**Notebook page: how HSE06 moves the bands of rutile SnTe2**

A band level here is the energy of one electronic state at one k point, measured from the valence top, which is the highest level that the same method finds in the last band filled by electron count. It was computed twice on one fixed cell, first with the semilocal functional r2SCAN (the cheaper level) and then with the hybrid HSE06 (the costlier level). The shift discussed below is the HSE06 level less the r2SCAN level. Three sizes are worth remembering: the lowest empty band rises by about 0.2 eV, this rise differs from point to point by as much again, and the gap at stake is only about 0.1 eV.

Band levels of rutile SnTe2 (P4_2/mnm, 6 atoms in the cell) with r2SCAN (cheaper level) and HSE06 (costlier level), each measured from its own valence top. Both were computed with Ansatz 0.2.0, plane-wave PAW, on the same r2SCAN-relaxed cell without spin polarisation. The k mesh and plane-wave cutoff are 4×4×6 and 500 eV for r2SCAN, 2×2×4 and 420 eV for HSE06.

| point name | band v1, cheaper level (eV) | band c1, cheaper level (eV) | band c2, cheaper level (eV) | band v1, costlier level (eV) | band c1, costlier level (eV) | band c2, costlier level (eV) |
| --- | --- | --- | --- | --- | --- | --- |
| Gamma | -0.050 | 0.605 | 0.832 | -0.060 | 0.683 | 1.082 |
| X | -0.249 | 0.261 | 0.261 | -0.208 | 0.389 | 0.389 |
| M | -0.854 | 0.234 | 0.234 | -0.862 | 0.448 | 0.448 |
| Z | -1.137 | 0.495 | 0.495 | -1.283 | 0.796 | 0.796 |
| R | -0.423 | 1.244 | 1.244 | -0.393 | 1.553 | 1.553 |
| A | -0.519 | 0.100 | 0.100 | -0.605 | 0.351 | 0.351 |
| extra_v | 0.000 | 0.108 | 1.831 | 0.000 | 0.339 | 2.201 |
| extra_c | -0.269 | -0.043 | 0.506 | -0.291 | 0.097 | 0.730 |

The bands are numbered by counting electrons: v1 is the last band that the electrons fill, c1 the next one up, and c2 the one after that. The row extra_v is the point $(0,0,\tfrac14)$ in units of the reciprocal lattice, where both methods place the valence top, so its v1 is zero by definition. The row extra_c is the point $(0.3,0.3,0)$, which has the lowest c1 of the table. With r2SCAN this level lies below the valence top, so the material is a semimetal and the words filled and empty are only labels of the count.

**Neither a rigid shift nor a stretch**

The simplest guess is that a hybrid functional lifts all empty bands by one constant, the so-called scissors correction. The direction is right, since c1 rises at all eight points. The constant is not: the rise is about 0.08 eV at Gamma and 0.31 eV at R.

The next guess is a stretch, in which higher levels rise more. R, with the highest c1, fits that idea, but Gamma and A contradict it. With r2SCAN, c1 lies at 0.61 eV at Gamma and at only 0.10 eV at A, yet the lower of the two levels rises about three times as much. The energy of a state is therefore a poor guide to its shift.

A better guide is how the wave changes from one cell to the next along the short axis $c$. At Gamma, X, M and extra_c it repeats without a change of phase, and c1 rises by 0.14 eV on average. At Z, R and A it changes sign from cell to cell, and at extra_v it is a quarter turn out of step; these four rise by 0.27 eV on average. The two groups nearly touch, so the difference of the averages carries more weight than the clean division.

**Why a hybrid functional treats states differently**

In a semilocal functional, exchange at a point depends on the density and related quantities at that point. HSE06 takes a quarter of the short-range exchange from the Fock expression instead. The rest of HSE06 is the semilocal functional PBE and not r2SCAN, so the shifts also contain the difference between these two, which the table cannot separate. For a state $\psi$ that expression contributes

$$
E_x[\psi] = -\sum_j \iint \psi^*(\mathbf r)\,\varphi_j(\mathbf r)\,v(|\mathbf r-\mathbf r'|)\,\varphi_j^*(\mathbf r')\,\psi(\mathbf r')\,d\mathbf r\,d\mathbf r' ,
$$

where $\varphi_j$ runs over the filled states of the same spin and $v$ is the screened Coulomb repulsion.

The sum holds only filled states. If $v$ were equally strong at all distances, a filled state would gain the full $v$, and an empty state would gain nothing because it is orthogonal to every $\varphi_j$. The real $v$ weakens with distance, so empty states gain something too, but usually less. Filled levels thus sink relative to empty ones, which is the standard reason why hybrids open gaps. The table agrees with this: the distance from v1 to c1 at the same k point grows in every row.

The same expression explains why the opening need not be uniform. It contains two positions, $\mathbf r$ and $\mathbf r'$, and so compares the wave on one atom with the wave on another. Suppose that filled bonding states tie two atoms together. A state whose signs on the two atoms match that bond is pulled down by the exchange between them, while a state with the opposite relative sign is pushed up. Two states with the same density on each atom can therefore shift differently, because their phases differ.

In a crystal the k point sets these relative phases between equivalent atoms of different cells. The shortest repeat of the rutile cell is $c$, 4.4 Å, against 7.0 Å along the other two axes. The screened interaction fades over several ångström, so the phase along $c$ is the natural first candidate for a pattern in k. It is an untested reading that the c1 states at Z, R and A rise strongly because their phases oppose the filled bonds more than those at Gamma or X do.

**The simplest formula**

For a single band built from one kind of orbital, a change in the coupling between cells adds a sum of waves in k to the energy. Keep only the coupling within a cell, $D_0$, and that to the next cell along $c$, $D_1$. The shift is then

$$
\Delta E = D_0 + 2D_1\cos(2\pi k_z),
$$

where $k_z$ is the component of the k point along $c$ in units of the reciprocal lattice. It is handier to write this as

$$
\Delta E = A + B\,w,\qquad w=\tfrac12\left[1-\cos(2\pi k_z)\right],
$$

so that $A$ is the shift of a wave in step along $c$ and $A+B$ that of a wave changing sign in each cell. The argument supplies the form of the curve; $A$ and $B$ must come from the data.

A least-squares fit to the c1 shifts of all eight rows gives $A \approx 0.14$ eV and $B \approx 0.15$ eV. When each row in turn is predicted from the other seven, the typical miss is 0.05 eV, against 0.09 eV for one constant shift. A straight line in the r2SCAN energy does no better than the constant. Since the pattern was noticed in these same rows, the fit describes it compactly but does not test it independently.

The point extra_v serves as a worked example, and it was part of the fit. There $k_z=\tfrac14$, the cosine vanishes and $w=\tfrac12$. The formula gives $0.142+0.148/2\approx0.216$ eV, and adding this to the r2SCAN level of 0.108 eV puts c1 at 0.324 eV. HSE06 places it at 0.339 eV.

**Where the simple picture fails**

Gamma is the most instructive exception. It has two separate empty levels at one k point, and they respond very differently: c1 rises by 0.08 eV and c2 by 0.25 eV. Their phase from cell to cell is identical, so something else must separate them. What remains is the make-up of the states inside the cell, that is, which atomic orbitals they contain and with what signs. A plausible guess is that c1 at Gamma shares more of its character with the filled bands and so gains more from the Fock exchange.

The other two points with separate levels, extra_v and extra_c, show the same order: c2 rises more than c1, and the two bands move apart. At X, M, Z, R and A the bands coincide in pairs, because the screw axes and glide planes of the rutile structure, together with time reversal, force them to. Both members of a pair then shift alike. The second band thus adds new evidence at three points only, and for it the phase formula is hardly better than a constant.

The r2SCAN band itself warns against reading too much into $D_0$ and $D_1$. From Gamma through extra_v to Z, c1 runs from 0.61 down to 0.11 and back up to 0.50 eV. A single cosine has its middle value halfway along this path, not its lowest. More distant couplings could cause this. But c1 is also not the single band that the formula assumes: the cell holds two SnTe2 units, and at five of the eight points c1 coincides with c2. Nor need it keep the same orbital character throughout.

The r2SCAN run gives a hint of such a change of character at $(\tfrac14,\tfrac14,0)$, a point between Gamma and extra_c that is not in the table. There v1 and c1 are only 0.008 eV apart. From there to extra_c, v1 drops by 0.18 eV while c1 rises by 0.04 eV. This is how a steep band and a flat one look where they cross or nearly cross, and counting then passes the name c1 from one to the other. Part of the pattern in the shifts may therefore come from a change of orbital character and not from the phase alone. The fitted constants summarise shifts and are not bond strengths.

**The filled bands**

The valence side is no more rigid. At Z, v1 lies 1.14 eV below the valence top with r2SCAN and 1.28 eV below it with HSE06, a deepening of 13 %. This resembles the usual widening of a band by Fock exchange, which strengthens the coupling between atoms that share filled bonds. Because v1 sinks there while c1 rises, Z shows the largest growth of the vertical gap, 0.45 eV.

The widening is not general, however. A follows Z, but v1 at X and R moves slightly closer to the valence top, and at M it stays where it was although it lies deep. One stretching factor for the filled bands would therefore mislead as much as one constant for the empty ones.

**What this means for the gap**

The uneven shift matters most where the bands nearly meet. Between extra_v and extra_c, r2SCAN gives an overlap of 0.04 eV and HSE06 a gap of 0.10 eV. Someone who had HSE06 results at the other seven points only, and applied their mean shift to extra_c, would predict 0.17 eV. The error of nearly 0.08 eV is almost as large as the gap itself.

A correction for a narrow-gap material should therefore be computed at the band edges themselves, once a fine k mesh has located them, and not carried over from Gamma or from an average.

Even the 0.10 eV is only an upper bound for HSE06 on this cell with these settings. With r2SCAN the conduction band has its lowest sampled point at $(\tfrac14,\tfrac14,0)$, 0.08 eV below the valence top, and HSE06 was not evaluated there. The shift of its neighbour extra_c cannot safely be carried over, because v1 and c1 almost touch at that point and may exchange character. If the two bands truly cross in HSE06 as well, they meet somewhere between the sampled points and no gap is left at all.

Spin-orbit coupling is absent from both methods. In tellurium 5p states it is expected to amount to several tenths of an electronvolt, more than the gap, so it could close the gap or reorder the band edges. The atoms also sit where r2SCAN wants them, and HSE06 would still move the tellurium. Whether this hypothetical rutile form is a metal or a semiconductor thus remains open.

The differences between k points stand on firmer ground, with one reservation. The two methods were run with different k meshes and plane-wave cutoffs, and a coarse mesh can itself disturb the Fock exchange unevenly. The row extra_c may be disturbed differently from the rest, since it alone lies off the HSE06 mesh. Differences of a few hundredths of an electronvolt deserve no explanation, and part of the pattern along $c$ may be numerical. The contrast between Gamma and R, more than 0.2 eV, is the feature to keep in mind when a single shift is proposed for all empty bands.
